A metal screens infrared light through carriers at the Fermi level, and it may also absorb that light by lifting electrons from one band to another. In metallic W3N4 the calculated dielectric function is known here from 0.7 eV upwards. The question is what it does at 0.5, 0.3 and 0.1 eV, where low-lying band-to-band transitions should begin to respond differently from free carriers.

Dielectric function of W3N4 (Pm-3m, 7-atom cubic cell, a = 4.181 Å) for independent particles without local fields, including an undamped Drude term. It was computed with Ansatz 0.2.0 using PBEsol and plane-wave PAW, scalar-relativistic and without spin polarisation. The optics use a 14×14×14 k mesh, Gaussian broadening of 0.1 eV and Fermi-Dirac smearing of 0.15 eV.

```
photon energy (eV)  dielectric imaginary xx  dielectric real xx
               0.1                        ?                   ?
               0.3                        ?                   ?
               0.5                        ?                   ?
               0.7                     54.2                -177
               0.9                     30.5                -108
               1.1                     21.1               -71.4
               1.3                     15.2               -49.5
               1.5                     11.3               -34.3
               1.7                     11.9               -20.9
               1.9                     13.4               -20.3
               2.1                     10.0               -14.9
               2.3                     9.68               -11.0
               2.5                     9.32               -8.40
               2.7                     9.07               -6.29
               2.9                     8.91               -4.85
               3.1                     8.64               -3.43
               3.3                     8.43               -2.15
               3.5                     8.72                0.04
               3.7                     11.8                   0
               3.9                     12.0               -2.49
               4.1                     10.9               -3.72
               4.3                     9.16               -4.03
               4.5                     8.06               -3.87
               4.7                     7.01               -3.74
               4.9                     5.77               -2.96
               5.1                     5.51               -2.17
               5.3                     4.84               -1.73
               5.5                     4.51               -0.74
               5.7                     4.77               -0.13
               5.9                     4.88               -0.14
               6.1                     4.56                0.37
               6.3                     4.60                0.50
               6.5                     4.38                0.95
               6.7                     4.44                1.38
               6.9                     4.43                1.77
               7.1                     4.58                2.50
               7.3                     5.51                3.08
               7.5                     6.54                2.84
               7.7                     6.69                2.21
               7.9                     6.98                2.62
```

**Two regular laws above the gap in the data**

Let E be the photon energy, ε₁ the real part and ε₂ the imaginary part of the dielectric function. From 0.7 to 1.5 eV, ε₂E² stays between 24.7 and 26.6 eV². From 0.7 to 1.3 eV, −ε₁E² stays between 83.7 and 87.5 eV², but it is already lower at 1.5 eV. A bump at 1.7 to 1.9 eV then disturbs both products. It may be new transitions or an effect of the k mesh, so the fits stop before it.

The absorption in the table is entirely interband. Free carriers without scattering, as assumed in this calculation, contribute nothing to ε₂ at finite photon energy. Interband absorption follows

ε₂ ∝ (density of absorbing pairs) × (momentum matrix element)² / E²

A pair is a filled and an empty state at the same k point, a distance E apart. The steady product ε₂E² means that the numerator hardly changes over these rows.

**Why the absorption law should weaken**

The numerator should not stay constant down to zero energy. A pair absorbs only if its lower state is fuller than its upper one, and two states close together near the Fermi level are almost equally filled. With Fermi-Dirac occupations of width kT, the largest possible difference is tanh(E/4kT). Taking kT as the smearing of 0.15 eV, which the optical step uses too, gives

ε₂ = C tanh(E/4kT) / E²

The one constant, C = 29.8 eV², was fitted to the rows from 0.7 to 1.5 eV. The plain law without the tanh fits those rows better. The limited law is nevertheless the forecast, because the plain one ignores how pairs near the Fermi level are filled.

For 0.3 eV, which was not in the fit, the factor is tanh(0.5) = 0.46, and ε₂ = 29.8 × 0.46 / 0.09, or about 150. The plain law would give nearly twice as much.

**Why the real part should follow**

Free carriers give ε₁ a term −D/E², where D measures their number divided by their effective mass. Transitions well below the photon energy respond in almost the same way. The coefficient of 87.7 eV² fitted to ε₁ from 0.7 to 1.3 eV, together with a small constant, therefore contains more than free carriers.

At a lower photon energy, the transitions above it stop helping the carriers. Their weight is (2/π)∫ε₂E dE, taken here as a sum over steps of 0.2 eV. For 0.3 eV, the forecast absorption at 0.5 eV contributes 5.2 eV² and half of the step at 0.3 eV contributes 2.9 eV². Dividing the sum by 0.09 eV² makes ε₁ less negative by 90, so the fitted law's −973 becomes about −880.

This is a crude form of the Kramers–Kronig relation. It removes the transitions above the photon energy but omits the positive polarisation that they add. The ranges for ε₁ therefore lean towards less negative values. All ranges are set by judgement.

Forecast for ε₂:
0.5 eV: about 80 (60 to 120)
0.3 eV: about 150 (70 to 300)
0.1 eV: about 490 (50 to 1500)

Forecast for ε₁:
0.5 eV: about −340 (−360 to −300)
0.3 eV: about −880 (−980 to −700)
0.1 eV: about −7400 (−9000 to −4500)

The absorption should thus rise more slowly than the plain law. At 0.1 eV even a fall is possible, because the photon energy there equals the broadening and few k points supply closely spaced pairs.

The withheld rows as computed:

```
photon energy (eV)  dielectric imaginary xx  dielectric real xx
               0.1                      353               -6670
               0.3                      232                -798
               0.5                     94.8                -325
```

**The absorption falls below the plain law later than forecast**

All six values lie within their ranges, though the range for ε₂ at 0.1 eV is so wide that a hit there proves little. The forecast for ε₂ is 14 % below the computed value at 0.5 eV and 34 % below it at 0.3 eV. At 0.1 eV it is 40 % too high. The plain law comes closer at 0.5 and 0.3 eV, but at 0.1 eV it is too high by a factor of seven.

The product ε₂E² shows where the limit sets in. It is still 20.9 eV² at 0.3 eV, not far below its level in the known rows, and then drops to 3.5 eV² at 0.1 eV. The tanh spreads this loss over too wide a range of energies. Since the tanh is the largest occupation difference that this smearing allows, something must make up for it at 0.3 eV. Either the pairs become more numerous or their matrix elements grow, or the broadening carries absorption up from lower energies.

From 0.3 to 0.1 eV the product falls by a factor of six, but the tanh by less than three. A further loss is expected there, because two bands usually touch only at points or along lines in k space, which makes very closely spaced pairs rare. The table cannot separate this from effects of the broadening or of the k mesh, to which the run is flagged as sensitive.

**Part of the apparent carriers were transitions**

The real part is forecast too negative in all three rows, by 4 to 11 % of its size. Putting the computed absorption into the same estimate removes less than half of the miss at 0.1 eV, and a still smaller share at the other two energies. At 0.3 eV a miss of about 60 remains. The omitted polarisation has the right sign and size: the transitions around 0.5 eV alone add (2/π) × 0.2 × 0.5 × 94.8 / (0.25 − 0.09), or roughly 40. At 0.1 eV about 390 remain. Here the run itself helps, because it also gives the free-carrier coefficient D separately, as 70.4 eV². Carriers alone would make ε₁ −7043 at 0.1 eV, so the transitions add 373, nearly the whole remaining miss. The sum over all higher rows finds less than half of this, probably because steps of 0.2 eV are too coarse so close to the photon energy.

The main idea is borne out by D: the fitted coefficient of 87.7 eV² exceeds it by 17.3 eV². The computed absorption below 0.6 eV carries a weight of 19.4 eV², nearly the same amount. The real part was built from these same carriers and transitions, so the agreement is largely built in: it shows that this way of dividing the response is consistent, but it is no independent test of the material.

This matters when the carrier density of a film is read from its optical response. In this calculation, a free-carrier fit from 0.7 to 1.3 eV overstates the ratio of carrier number to effective mass by about 25 %. Reading it from −ε₁E² at 0.1 eV understates it by about 5 %, because the transitions above that energy polarise against the carriers. A measured film would also show absorption from carrier scattering, which is absent here, and spin–orbit coupling in tungsten could shift the lowest transitions. The smearing of 0.15 eV is a numerical setting, about six times the thermal energy at room temperature. In a real film, the occupations should therefore limit the absorption only at lower photon energies than here.

A simple metal without low-lying interband transitions would behave differently: its −ε₁E² would stay level towards low energy. In an insulator, ε₂ would vanish below the gap and ε₁ would settle at a positive constant. W3N4 departs from the simple metal because bands near its Fermi level lie close enough together to absorb infrared light. The printed output below gives the fits and all misses.

Numerical output:

```
smallest imaginary part times energy squared, 0.7 to 1.5 eV (eV^2): 24.71
largest imaginary part times energy squared, 0.7 to 1.5 eV (eV^2): 26.56
smallest minus real part times energy squared, 0.7 to 1.3 eV (eV^2): 83.66
largest minus real part times energy squared, 0.7 to 1.3 eV (eV^2): 87.48
fit of eim on 5 rows ((en > 0.6) & (en < 1.6)): coefficient of plainterm 25.97 +/- 0.38; rms 0.905, worst 0.9 1.56, leave-one-out rms 1.63
  rows outside the fit (model, value, miss): 0.1 2597, 353, 2244; 0.3 288.6, 232, 56.6; 0.5 103.9, 94.8, 9.09; 1.7 8.987, 11.9, -2.91; 1.9 7.194, 13.4, -6.21; 2.1 5.889, 10, -4.11; 2.3 4.91, 9.68, -4.77; 2.5 4.156, 9.32, -5.16; 2.7 3.563, 9.07, -5.51; 2.9 3.088, 8.91, -5.82; 3.1 2.703, 8.64, -5.94; 3.3 2.385, 8.43, -6.05; 3.5 2.12, 8.72, -6.6; 3.7 1.897, 11.8, -9.9; 3.9 1.708, 12, -10.3; 4.1 1.545, 10.9, -9.35; 4.3 1.405, 9.16, -7.76; 4.5 1.283, 8.06, -6.78; 4.7 1.176, 7.01, -5.83; 4.9 1.082, 5.77, -4.69; 5.1 0.9985, 5.51, -4.51; 5.3 0.9246, 4.84, -3.92; 5.5 0.8586, 4.51, -3.65; 5.7 0.7994, 4.77, -3.97; 5.9 0.7461, 4.88, -4.13; 6.1 0.698, 4.56, -3.86; 6.3 0.6544, 4.6, -3.95; 6.5 0.6147, 4.38, -3.77; 6.7 0.5786, 4.44, -3.86; 6.9 0.5455, 4.43, -3.88; 7.1 0.5152, 4.58, -4.06; 7.3 0.4874, 5.51, -5.02; 7.5 0.4617, 6.54, -6.08; 7.7 0.4381, 6.69, -6.25; 7.9 0.4162, 6.98, -6.56
fit of eim on 5 rows ((en > 0.6) & (en < 1.6)): coefficient of limterm 29.82 +/- 1.3; rms 2.73, worst 0.7 -4.1, leave-one-out rms 4.66
  rows outside the fit (model, value, miss): 0.1 492.4, 353, 139; 0.3 153.1, 232, -78.9; 0.5 81.38, 94.8, -13.4; 1.7 10.25, 11.9, -1.65; 1.9 8.231, 13.4, -5.17; 2.1 6.749, 10, -3.25; 2.3 5.632, 9.68, -4.05; 2.5 4.769, 9.32, -4.55; 2.7 4.089, 9.07, -4.98; 2.9 3.545, 8.91, -5.36; 3.1 3.103, 8.64, -5.54; 3.3 2.738, 8.43, -5.69; 3.5 2.434, 8.72, -6.29; 3.7 2.178, 11.8, -9.62; 3.9 1.96, 12, -10; 4.1 1.774, 10.9, -9.13; 4.3 1.613, 9.16, -7.55; 4.5 1.473, 8.06, -6.59; 4.7 1.35, 7.01, -5.66; 4.9 1.242, 5.77, -4.53; 5.1 1.146, 5.51, -4.36; 5.3 1.062, 4.84, -3.78; 5.5 0.9857, 4.51, -3.52; 5.7 0.9178, 4.77, -3.85; 5.9 0.8566, 4.88, -4.02; 6.1 0.8014, 4.56, -3.76; 6.3 0.7513, 4.6, -3.85; 6.5 0.7058, 4.38, -3.67; 6.7 0.6643, 4.44, -3.78; 6.9 0.6263, 4.43, -3.8; 7.1 0.5915, 4.58, -3.99; 7.3 0.5596, 5.51, -4.95; 7.5 0.5301, 6.54, -6.01; 7.7 0.5029, 6.69, -6.19; 7.9 0.4778, 6.98, -6.5
fit of ere on 4 rows ((en > 0.6) & (en < 1.4)): constant 1.463 +/- 1.4, coefficient of plainterm -87.73 +/- 1.1; rms 0.821, worst 0.9 1.16, leave-one-out rms 2.55
  rows outside the fit (model, value, miss): 0.1 -8771, -6670, -2101; 0.3 -973.3, -798, -175; 0.5 -349.4, -325, -24.4; 1.5 -37.53, -34.3, -3.23; 1.7 -28.89, -20.9, -7.99; 1.9 -22.84, -20.3, -2.54; 2.1 -18.43, -14.9, -3.53; 2.3 -15.12, -11, -4.12; 2.5 -12.57, -8.4, -4.17; 2.7 -10.57, -6.29, -4.28; 2.9 -8.968, -4.85, -4.12; 3.1 -7.666, -3.43, -4.24; 3.3 -6.593, -2.15, -4.44; 3.5 -5.699, 0.04, -5.74; 3.7 -4.945, 0, -4.95; 3.9 -4.305, -2.49, -1.81; 4.1 -3.756, -3.72, -0.0359; 4.3 -3.282, -4.03, 0.748; 4.5 -2.869, -3.87, 1; 4.7 -2.509, -3.74, 1.23; 4.9 -2.191, -2.96, 0.769; 5.1 -1.91, -2.17, 0.26; 5.3 -1.66, -1.73, 0.0697; 5.5 -1.437, -0.74, -0.697; 5.7 -1.237, -0.13, -1.11; 5.9 -1.057, -0.14, -0.917; 6.1 -0.8948, 0.37, -1.26; 6.3 -0.7475, 0.5, -1.25; 6.5 -0.6136, 0.95, -1.56; 6.7 -0.4915, 1.38, -1.87; 6.9 -0.3798, 1.77, -2.15; 7.1 -0.2775, 2.5, -2.78; 7.3 -0.1834, 3.08, -3.26; 7.5 -0.09679, 2.84, -2.94; 7.7 -0.01683, 2.21, -2.23; 7.9 0.05714, 2.62, -2.56
forecast interband weight below 0.6 eV (eV^2): 17.3
forecast real part at 0.1, 0.3, 0.5 eV: 0.1 -7355, 0.3 -883.2, 0.5 -339.1
forecast less computed real part, percent of its size, at 0.1, 0.3, 0.5 eV: 0.1 -10.27, 0.3 -10.68, 0.5 -4.334
forecast over computed imaginary part at 0.1, 0.3, 0.5 eV: 0.1 1.395, 0.3 0.66, 0.5 0.8584
computed imaginary part times energy squared at 0.1, 0.3, 0.5 eV (eV^2): 0.1 3.53, 0.3 20.88, 0.5 23.7
computed minus real part times energy squared at 0.1, 0.3, 0.5 eV (eV^2): 0.1 66.7, 0.3 71.82, 0.5 81.25
computed interband weight below 0.6 eV (eV^2): 19.39
real part re-estimated with the computed absorption at 0.1, 0.3, 0.5 eV: 0.1 -7057, 0.3 -857, 0.5 -337.4
```
